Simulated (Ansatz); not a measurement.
## Telling isomers of CH5FGaSi apart by their spectra

These gas-phase data were calculated for one isomer of CH5FGaSi at B3LYP/6-31G* (harmonic, unscaled wavenumbers; equilibrium rotational constants with average atomic masses):

| Item | Value |
| --- | --- |
| rotational constants | 6.461, 1.963, 1.548 GHz |
| all wavenumbers above 1500 cm⁻¹ | 3128, 3069, 2275, 2266, 2218 |

Candidates:

(1) `[F][Ga][CH2][SiH3]`, a doublet
(2) `[CH3][Ga][SiH2]F`, a doublet

Question: Assign the data to one candidate and say why.

Answer: Candidate (1). 3 modes lie between 2000 and 2380 cm⁻¹, one for each Si–H bond, while (2) has 2.

The same quantities for all candidates:

```
     rotational constants (GHz)   wavenumbers above 1500 cm⁻¹  E above the lowest, B3LYP/6-31G* (kcal/mol)
(1)         6.461, 1.963, 1.548  3128, 3069, 2275, 2266, 2218                                          5.0
(2)         7.388, 1.612, 1.355  3150, 3115, 3039, 2218, 2204                                          0.0
```

Each candidate is one conformer. Open shells are spin-unrestricted. Programs: Ansatz 0.2.0.

The C–H region supports the assignment independently: candidate (1) has two stretches there and (2) has three, as expected when a methylene group replaces a methyl group. Counting works because Si–H bonds are longer and softer than C–H bonds, so the two groups of stretches stay well apart and a uniform frequency error would not mix them. Position alone is less reliable, since both isomers have a mode at 2218 cm⁻¹. The rotational constants also separate the two, because moving fluorine from gallium to silicon and taking carbon out of the Ga–C–Si bridge redistributes the heavy atoms.

The assigned isomer is the less stable one, by 5.0 kcal/mol. Candidate (2) gives up a Ga–F, a Si–C and a Si–H bond for a Si–F, a Ga–Si and a C–H bond; the strong Si–F and C–H bonds probably outweigh the weak Ga–Si link. This energy order has no bearing on the spectral match, and it does not show which isomer a given synthesis would form, since that may be decided by barriers.
